LuVO₄ is built of compact VO₄ tetrahedra held together by Lu ions. The table compares six cells of this crystal, calculated with the r2SCAN density functional and with all atoms held where they were placed. Pressure is positive when the cell is compressed and wants to expand. The largest force tells how strongly the worst-placed atom is pushed away from its position. Cell 6 has the largest volume, and its results are to be predicted from the other five.

Scalar-relativistic r2SCAN calculations of LuVO₄ (space group I4₁/amd) with Ansatz 0.2.0, using plane waves with a 500 eV cutoff, generated PAW datasets and no spin polarisation. Each row is a single point on an unrelaxed cell, with an unshifted k-mesh; positive pressure means compression.

| cell | volume (Å³/atom) | shortest distance at Lu (Å) | pressure (GPa) | band gap on the mesh (0: none) (eV) | k-mesh | largest force (eV/Å) | formation energy (eV/atom) |
| --- | --- | --- | --- | --- | --- | --- | --- |
| 1 | 12.56 | 2.239 | 6.7 | 3.57 | 6x6x6 | 1.76 | -3.229 |
| 2 | 12.59 | 2.242 | 5.2 | 3.52 | 6x6x6 | 1.32 | -3.239 |
| 3 | 12.94 | 2.266 | 0.3 | 3.45 | 6x6x6 | 1.04 | -3.242 |
| 4 | 12.99 | 2.266 | 0.6 | 3.48 | 6x6x6 | 1.40 | -3.233 |
| 5 | 13.03 | 2.262 | -0.5 | 3.44 | 6x6x6 | 1.17 | -3.235 |
| 6 | 13.35 | 2.287 | ? | ? | 6x6x6 | ? | ? |

**(a) Which differences among cells 1 to 5 follow from volume, and which need another cause?**

*Solution.* Volume gives the broad trend. Between the two small cells and the three larger ones, the pressure falls from several gigapascals to nearly zero and the gap narrows by roughly 0.1 eV. Squeezing makes this crystal push back, and it also widens the gap, most likely because the V–O bonds become shorter.

The chemistry of the gap explains why bond length matters. Vanadium is formally V⁵⁺, with an empty 3d shell. The 4f shell of Lu³⁺ is full, so no magnetic moments are expected and leaving out spin polarisation does no harm here. The highest filled levels are mainly oxygen 2p, while the lowest empty ones are vanadium 3d levels that are antibonding towards oxygen. A shorter V–O bond increases the overlap and pushes the antibonding level up, which widens the gap. This is the standard picture of such vanadates, and the bond lengths available for two cells agree with it: from cell 2 to cell 5 the V–O bond grows from 1.677 to 1.688 Å and the gap shrinks.

Volume can't be the whole story, however. Cell 4 is slightly larger than cell 3, yet it has the higher pressure and the wider gap. Cells 1 and 2 have almost equal volumes, but their pressures differ by 1.5 GPa, of which the volume trend accounts for only about 0.5 GPa. In both pairs, the cell with the larger force also has the higher pressure, the wider gap and the higher energy.

A likely common cause is the position of the oxygen atoms. If they sit too close to vanadium, the stiff V–O bonds push outwards, raise the antibonding level and cost energy, all at once. In cells 2 and 5 the forces do push oxygen away from vanadium. That such displacements separate the members of each pair is an inference: the shapes of the cells differ slightly too, and it would take the bond lengths of all these cells to test it.

**(b) Predict the pressure, gap and formation energy of cell 6, with ranges that allow for unknown oxygen positions.**

*Solution.* The bulk modulus $K=-V\,dP/dV$ measures how strongly the pressure $P$ responds to a change of volume $V$. Most solids soften when stretched, because their bonds resist further lengthening less and less. If the modulus follows $K=K_0+K'P$, integration gives the Murnaghan equation,

$$P=\frac{K_0}{K'}\left[\left(\frac{V_0}{V}\right)^{K'}-1\right],$$

where $K_0$ is the modulus at zero pressure and $V_0$ the volume there. With $K'=4.5$, a typical value for oxides, a fit to cells 1 to 5 gives $K_0=167$ GPa and $V_0=13.0$ Å³/atom. For cell 6, which took no part in the fit,

$$P\approx\frac{167}{4.5}\left[\left(\frac{13.0}{13.35}\right)^{4.5}-1\right]\approx-4.2\ \text{GPa}.$$

The negative sign means tension: the cell would shrink if it were free to do so.

For the gap, a straight line in the logarithm of the volume was fitted to the same five cells. It falls by about 28 meV for each per cent of added volume. Cell 6 is 2.7 % larger than a cell at zero pressure, where the line gives 3.45 eV, so the forecast is 3.38 eV. This is a forecast of the r2SCAN gap, which is usually smaller than the measured one.

Stretching also stores elastic energy, $K_0(V-V_0)^2/(2V_0)$, which comes to about 5 meV/atom for cell 6. Added to the average energy of the first five cells after their own elastic parts are removed, it gives −3.233 eV/atom.

The forecasts are therefore:

- pressure: −4.2 ± 1.5 GPa;
- band gap: 3.38 ± 0.05 eV;
- formation energy: −3.233 ± 0.010 eV/atom;
- largest force: probably below the 1.40 eV/Å of cell 4, because stretching should relieve V–O bonds that are too short.

The ranges are judgements. They are wide enough to cover differences like those between cells 1 and 2, where nearly equal volumes gave clearly different results.

**(c) Compare the forecasts with the calculation. What has the comparison tested?**

The withheld rows as computed:

| cell | volume (Å³/atom) | shortest distance at Lu (Å) | pressure (GPa) | band gap on the mesh (0: none) (eV) | k-mesh | largest force (eV/Å) | formation energy (eV/atom) |
| --- | --- | --- | --- | --- | --- | --- | --- |
| 6 | 13.35 | 2.287 | -4.3 | 3.38 | 6x6x6 | 0.93 | -3.229 |

*Solution.* The pressure is −4.3 GPa, within 0.1 GPa of the forecast. A modulus that stays constant on stretching would have given −4.8 GPa, which is further off but still inside the stated range. The result thus favours softening only weakly, because a different placement of the oxygen atoms could shift the pressure by as much as the two models differ.

The gap agrees with the forecast to the last printed digit. Such agreement is closer than the method deserves, as cells 3 and 4 differ by 0.03 eV at almost the same volume. What the result supports is the slope: further expansion continues to narrow the gap at about the same rate.

The formation energy is −3.229 eV/atom, which is 4 meV/atom above the forecast and within its range. This miss is nearly as large as the whole elastic energy of cell 6, so the energy is a poor test of the elastic model. The first five cells already show such scatter: cells 3 and 4 differ by 9 meV/atom although their volumes are nearly equal. Nor is the largest force a sure guide to the energy, for cell 6 has the smallest force of all and still lies above the forecast. An atom displaced in a soft direction can cost energy while feeling only a modest force. Pressure reveals the volume effect better, because it changes in proportion to a small stretch, while the energy changes only with its square.

For the force only an upper limit was forecast, and it holds: 0.93 eV/Å is below 1.40 eV/Å and is the smallest value of the six cells. This fits the idea that stretching relieves short V–O bonds, but doesn't prove it, because the bond length in cell 6 isn't known.

The forces also limit what the fitted constants mean. Cells 3 to 5 are almost free of pressure, yet in each of them every oxygen atom is pushed by more than 1 eV/Å, while symmetry keeps the forces on Lu and V at zero. Zero pressure says only that the outward and inward pushes on the cell as a whole cancel; the individual bonds can still be strained. The volume of 13.0 Å³/atom therefore need not be the equilibrium volume of a relaxed crystal, and 167 GPa is an effective stiffness of this set of cells. The slope of the gap, too, belongs to these cells: once the oxygen atoms are free to move, the V–O bonds may lengthen by a different amount for the same stretch.

The misfits of pressure and gap in the five fitted cells rise and fall together, with a correlation of 0.99. With so few cells this is suggestive rather than decisive, but it fits the idea that the oxygen positions shift both quantities. The printed analysis below gives the fits and their errors.

Numerical output:

```
fit of P on 5 rows: constant -37.17 +/- 3.6, coefficient of w 37.13 +/- 3.3; rms 0.447, worst 1 -0.519, leave-one-out rms 0.791
  rows outside the fit (model, value, miss): 6 -4.226, -4.3, 0.0745
fit of P on 5 rows: constant -0.04734 +/- 0.35, coefficient of lnv -180.2 +/- 17; rms 0.462, worst 1 -0.543, leave-one-out rms 0.815
  rows outside the fit (model, value, miss): 6 -4.835, -4.3, -0.535
fit of gap on 5 rows: constant 3.454 +/- 0.015, coefficient of lnv -2.751 +/- 0.7; rms 0.0192, worst 4 -0.0242, leave-one-out rms 0.0338
  rows outside the fit (model, value, miss): 6 3.381, 3.38, 0.000625
fit of Erest on 5 rows: constant -3.238 +/- 0.0023; rms 0.00469, worst 2 0.00715, leave-one-out rms 0.00586
  rows outside the fit (model, value, miss): 6 -3.238, -3.234, -0.00448
effective bulk modulus at zero pressure (GPa): 167.3
volume at zero pressure (Å³/atom): 13
pressure forecast for cell 6, constant modulus less Murnaghan (GPa): -0.6093
change of gap for 1 % more volume (meV): -27.51
pressure, cell 1 less cell 2, computed (GPa): 1.5
pressure, cell 1 less cell 2, from volume alone (GPa): 0.4629
gap, cell 1 less cell 2 (eV): 0.05
pressure, cell 4 less cell 3 (GPa): 0.3
gap, cell 4 less cell 3 (eV): 0.03
correlation of the misfits of pressure and gap, cells 1 to 5: 0.9923
elastic energy of cell 6 (meV/atom): 5.012
forecast formation energy of cell 6 (eV/atom), range plus or minus 0.010: -3.233
V-O bond, cell 5 longer than cell 2 (%): 0.6441
cube root of volume, cell 5 larger than cell 2 (%): 1.152
```
